The energy from the start of the scan is the total energy of GeH₃ at a given geometry less the energy at scale 1, both taken at the same level of theory. The scale multiplies all three Ge–H distances together, so the molecule swells while keeping its pyramidal shape. Scale 0.863 corresponds to 1.325 Å, and scale 1 therefore to 1.325/0.863 = 1.535 Å. Full configuration interaction (FCI) solves the problem exactly for the seven valence electrons in the small 6-31G basis, and it serves as the reference for the other wave-function methods.

Three sizes are worth remembering. Pulling the three bonds far apart costs about 7 eV. The correlation energy, which is what a single determinant misses, is about 2 eV near the bottom of the well. With an unsuitable determinant at long distance it exceeds 6 eV, and the methods built on that determinant then err by a few tenths of an eV to more than 2 eV.

Neutral GeH₃ (doublet) in the 6-31G basis, computed with Ansatz 0.2.0 and the in-house AFQMC program afq 1. The scale multiplies all Ge–H distances of the PBE0/def2-TZVP geometry, and the scan starts at scale 1 with a UHF determinant. U means unrestricted and RO restricted open-shell; MP2, CCSD(T), AFQMC and FCI correlate only the seven valence electrons.

| point scale | number | determinant | HF, energy from the start of the scan (eV) | MP2, energy from the start of the scan (eV) | CCSD(T), energy from the start of the scan (eV) | phaseless AFQMC, energy from the start of the scan (eV) | FCI, energy from the start of the scan (eV) | PBE, energy from the start of the scan (eV) | PBE0, energy from the start of the scan (eV) |
| --- | --- | --- | --- | --- | --- | --- | --- | --- | --- |
| 0.863 | 1 | U | 1.555 | 1.656 | 1.757 | 1.759 | 1.761 | 1.580 | 1.503 |
| 1.124 | 2 | U | 0.731 | 0.588 | 0.450 | 0.444 | 0.443 | 0.481 | 0.607 |
| 1.282 | 3 | U | 2.704 | 2.399 | 1.970 | 1.957 | 1.942 | 1.979 | 2.307 |
| 1.483 | 4 | U | 4.685 | 4.952 | 3.982 | 3.969 | 3.889 | 4.045 | 4.589 |
| 1.721 | 5 | U | 5.587 | 6.234 | 5.650 | 5.639 | 5.526 | 6.082 | 6.577 |
| 1.993 | 6 | RO | 11.030 | 8.858 | 6.027 | 6.885 | 6.617 | 7.535 | 7.731 |
| 2.422 | 7 | RO | 12.108 | 9.736 | 6.632 | 7.729 | 7.257 | 8.333 | 8.320 |

**What happens along the curve**

Beyond the well, the FCI energy rises at every step, and from scale 1.483 onward the steps become smaller. That is how three weakening bonds should behave. Hartree-Fock (HF) does something quite different between scales 1.721 and 1.993: it rises by 5.44 eV, while FCI rises by 1.09 eV. At the same place the determinant column changes from U, an unrestricted determinant, to RO, a restricted open-shell one. The exact energy has no such step, so the jump belongs to the description and not to the molecule.

Just before the jump, HF looks excellent. At scale 1.721 it differs from FCI by only 0.06 eV, after being too high by about 0.8 eV in the two rows before. Both oddities, the near-perfect row and the sudden failure, follow from the way each kind of determinant treats a bond that is coming apart.

**Two limits of a stretched bond**

Near the bottom of the well, each bond holds two electrons of opposite spin in one orbital spread over germanium and hydrogen. A single determinant describes this well, and it hardly matters whether it is restricted or unrestricted. The most compressed row confirms it: the unrestricted determinant there has an ⟨S²⟩ within one hundredth of 0.75, the value of a pure doublet.

At the other end stand separate atoms. Each hydrogen atom has one unpaired electron and a germanium atom has two, which makes five. A restricted determinant for a doublet has room for only one unpaired electron, so the other four must share orbitals in pairs. Take a pair in an evenly shared orbital a + b, with a on one atom and b on the other. Multiplying out (a + b)(a + b) gives aa + bb + ab + ba, in which half the weight lies on arrangements with both electrons on the same atom.

In a short bond such ionic arrangements are a normal part of the binding. In a long bond they cost much energy, and the exact wave function removes them. A restricted determinant can shift charge towards one atom to lower the cost, but it can't remove the ionic part while keeping neutral atoms. Its energy therefore climbs well above that of the atoms, which is the excess seen in the two RO rows.

An unrestricted determinant has a way out. It gives electrons of opposite spin different orbitals, so that each can settle on its own atom. The ionic part disappears, but the spins are no longer coupled to a pure doublet. For fully separated atoms, three of the five unpaired electrons point up and two point down, and ⟨S²⟩ becomes 0.75 + 2 = 2.75. The energy is then reasonable although the spin is wrong.

**Why HF seems right at scale 1.721**

A relative energy can be right because two errors are equal, and the correlation energies show that this is the case here. In the most compressed row, the total energies are −56508.632 eV for HF and −56510.334 eV for FCI, a difference of 1.702 eV. On the relative curves, HF lies 0.206 eV below FCI in that row. The correlation energy at the start of the scan is therefore 1.702 + 0.206 = 1.908 eV.

The same bookkeeping works for every other row: add the amount by which HF lies above FCI. At scale 1.721 this gives 1.908 + 0.061 = 1.969 eV. HF thus misses almost 2 eV in the stretched molecule, nearly the same as at the start, and the two omissions cancel. The good agreement says nothing about the quality of the wave function.

The cancellation is a passing one. As the bonds first lengthen, the two electrons of each pair need more and more correlation to stay apart, and the missing energy grows to about 2.7 eV at scales 1.282 and 1.483. Once the unrestricted determinant has placed the electrons on separate atoms, it has done part of that work itself, and the missing energy falls. In the atomic limit only the correlation within germanium would remain, because a hydrogen atom has a single electron. An unrestricted HF curve should therefore pass below FCI at still larger distances.

The switch to RO interrupts this development. At scale 1.993 the correlation energy is 6.32 eV, about three times its value one row earlier. The molecule hasn't become more correlated by that amount; the starting point has become worse. An unrestricted determinant would be expected to lie several eV lower there, so the RO solution is unlikely to have been preferred for its HF energy. The coupled-cluster step chooses its determinant by trial, and the low CCSD(T) energy on the RO solution may have decided the choice.

**How the correlated methods inherit the problem**

MP2 adds correlation by second-order perturbation theory, and it shows the change of determinant even within the U rows. Between scales 1.282 and 1.483 the full correlation energy hardly changes, yet the part that MP2 recovers falls from 1.65 to 1.07 eV. This points to a determinant that has begun to localise its spins. The scan is flagged for spin contamination of the unrestricted determinant, which fits, although ⟨S²⟩ isn't given for the individual stretched rows. Restoring the proper coupling between spins on different atoms is a task that low-order perturbation theory does poorly, a well-known weakness of MP2 on spin-contaminated determinants.

That explains the hump in the MP2 curve. Its error relative to FCI reaches 1.06 eV at scale 1.483 and then drops to 0.71 eV at 1.721. The later improvement doesn't mean that MP2 has become better at its task, since its share of the correlation energy goes on falling, from 40 to 35 percent. There is simply less spin-coupling energy left to recover as the atoms move apart. On the RO determinant the error then exceeds 2 eV, because more than 6 eV of correlation is asked of a method that delivers little over half of it.

CCSD(T) copes much better as long as the determinant is unrestricted: its error stays within 0.13 eV on all five U rows. On the RO rows it falls about 0.6 eV below FCI. The standard reason is that bonding and antibonding orbitals become nearly equal in energy when a restricted pair is stretched. The perturbative treatment of triple excitations divides by such energy gaps and can overshoot. CCSD itself can do the same when several restricted pairs break at once, and nothing in the method prevents the total from falling below the exact energy. The table doesn't separate the two contributions. The program also flagged the coupled-cluster state on this scan, so an unsuitable cluster solution may share the blame.

The constrained quantum Monte Carlo method, phaseless AFQMC, stays close to CCSD(T) on the U rows but lies above FCI on the RO rows. It steers its random walk with a trial wave function, and the constraint leaves a bias when that trial is poor. The distance from FCI is already 0.11 eV at scale 1.721 and grows to 0.47 eV in the last row. Such a bias is a likely cause. Some of the runs at stretched geometries also let the constraint go for a while, and in one of them the energy then fell towards FCI, as it should if the constraint had held it too high. This doesn't settle how much of the error is bias: the scan carries a warning that released walks and the highest reference level disagree, and another that the walk may have followed a different spin state from the coupled-cluster series. Part of the growth in the error may come from the RO determinant underlying the trial and part from the longer bonds, since both change together. Longer sampling reduces the noise but not this bias.

**Reading the functionals**

PBE and PBE0 show no step like that of HF, which suggests that their orbitals stayed unrestricted where the wave-function methods changed to RO. A warning that the functionals break spin symmetry on part of the curve agrees with this. Their paths differ on the way out. At scale 1.483 PBE is 0.16 eV above FCI and PBE0 0.70 eV. Semilocal exchange imitates part of the correlation in a stretched pair, while the exact exchange mixed into PBE0 brings back some of the error that HF makes as long as a stretched pair shares one orbital. HF can escape this error by separating the spins, and it is expected to do so at shorter bonds than the functionals. The share of exact exchange would explain why PBE0 lies above PBE on the way out, although the two end at nearly the same energy. That PBE0 also lies above HF at scale 1.721 has a second, plainer cause: HF misses the correlation that helps to bind the molecule, so its unrestricted curve is expected to level off well below those of the functionals.

In the last row both functionals lie about 1.1 eV above FCI and almost coincide. This shouldn't be read as their error against nature. The small 6-31G basis has no polarisation functions on hydrogen, and correlated wave functions need such functions much more than density functionals do. FCI in this basis is therefore expected to make the bonds too weak, so some of the gap probably belongs to the reference. The calculations also leave out relativity, and the wave-function methods keep germanium's inner d shell frozen.

**What to do about it**

Print the kind of determinant and its ⟨S²⟩ beside every point of a dissociation curve, and don't join points from different kinds into one line. Here the CCSD(T) error moves from +0.12 to −0.59 eV in the one step where the determinant changes. The resulting curve rises by only 0.38 eV where FCI rises by 1.09 eV, and a force or a fitted potential taken from that stretch would be badly wrong.

A smooth piece of curve isn't enough either. Between the two RO rows CCSD(T) rises by nearly the same amount as FCI, although both points are far too low. The correlation energy is a better alarm: if it triples from one geometry to the next, suspect the determinant before the chemistry. Before choosing a method, count the unpaired electrons of the separated fragments and compare them with the singly occupied orbitals of a restricted determinant. Where the counts differ, as five and one do here, a single restricted determinant can't describe the far end of the curve. An unrestricted one can give a reasonable energy there at the price of a wrong spin, and a method that starts from several determinants can get both right.

The curve itself isn't a reaction barrier, because it opens all three bonds of an isolated molecule at once.
